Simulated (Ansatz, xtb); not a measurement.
**Ligand exchange: Si(CH3)(SiH3)F2 + C2H3Cl2F → Si(SiH3)F3 + C3H6Cl2**

Gas-phase species: Si(CH3)(SiH3)F2, singlet; C2H3Cl2F (1,1-dichloro-1-fluoroethane) `CC(F)(Cl)Cl`, singlet; Si(SiH3)F3, singlet; C3H6Cl2 (2,2-dichloropropane) `CC(C)(Cl)Cl`, singlet. The partners trade CH3 for F: Si–CH3 and C–F bonds give way to Si–F and C–CH3.

Shapes, held fixed at every level: PBE0-D4/def2-TZVP. Programs: Ansatz 0.2.0, xtb 6.7.1, xtb 6.7.1 later snapshot. The zero-point and thermal change to 298 K, harmonic and unscaled (PBE0-D4/def2-TZVP), is +5.6 kJ/mol.

```json
{"level": "GFN2-xTB", "kind": "semi-empirical", "ΔH(298 K) (kJ/mol)": "-210.6", "less CCSD(T)/CBS estimate": "-20.2"}
{"level": "PBE-D4/def2-TZVPP", "kind": "GGA", "ΔH(298 K) (kJ/mol)": "-159.4", "less CCSD(T)/CBS estimate": "+31.0"}
{"level": "r2SCAN0-D4/def2-TZVPP", "kind": "global hybrid", "ΔH(298 K) (kJ/mol)": "-177.1", "less CCSD(T)/CBS estimate": "+13.3"}
{"level": "B2PLYP/def2-TZVPP", "kind": "double hybrid", "ΔH(298 K) (kJ/mol)": "-182.0", "less CCSD(T)/CBS estimate": "+8.4"}
{"level": "MP2/def2-SVP", "kind": "perturbation theory", "ΔH(298 K) (kJ/mol)": "-178.1", "less CCSD(T)/CBS estimate": "+12.3"}
{"level": "CCSD(T)/def2-SVP", "kind": "coupled cluster or CI", "ΔH(298 K) (kJ/mol)": "-169.0", "less CCSD(T)/CBS estimate": "+21.4"}
{"level": "CCSD/def2-SVP", "kind": "coupled cluster or CI", "ΔH(298 K) (kJ/mol)": "-170.3", "less CCSD(T)/CBS estimate": "+20.1"}
{"level": "CCSD(T)/def2-TZVPP", "kind": "coupled cluster or CI", "ΔH(298 K) (kJ/mol)": "-187.2", "less CCSD(T)/CBS estimate": "+3.2"}
{"level": "CCSD(T)/CBS estimate", "kind": "coupled cluster or CI", "ΔH(298 K) (kJ/mol)": "-190.4", "less CCSD(T)/CBS estimate": "0.0"}
```

The highest level, CCSD(T)/CBS estimate, gives ΔH(298 K) = -190.4 kJ/mol; the levels span -210.6 to -159.4. The column of differences is taken from that level and isn't an error. No measured value is set beside it here. The CBS estimate extrapolates MP2 from def2-TZVPP and def2-QZVPP and adds CCSD(T) − MP2 in the triple-zeta set, cores frozen. CCSD(T)/CBS estimate lies outside the range of the other correlated levels here, so it shouldn't be taken on trust.

Every level makes the exchange strongly exothermic, so fluorine's preference for silicon over carbon doesn't depend on the choice of method. Both Si–F and C–F bonds are strong, but silicon's lower electronegativity gives Si–F much more ionic character, reinforced by donation from fluorine lone pairs into σ* orbitals at silicon. This gain probably outweighs the loss of the stabilising interaction between fluorine and the geminal chlorines in the carbon reactant.

Among the coupled-cluster results, the basis set matters far more than the triples. In def2-SVP, CCSD and CCSD(T) give -170.3 and -169.0 kJ/mol, whereas CCSD(T) in def2-TZVPP gives -187.2 kJ/mol, probably because the small set lacks the polarisation functions needed for the Si–F bonds. The large driving force is thus well supported, its exact size less so. Nothing here shows whether the exchange has an accessible pathway.
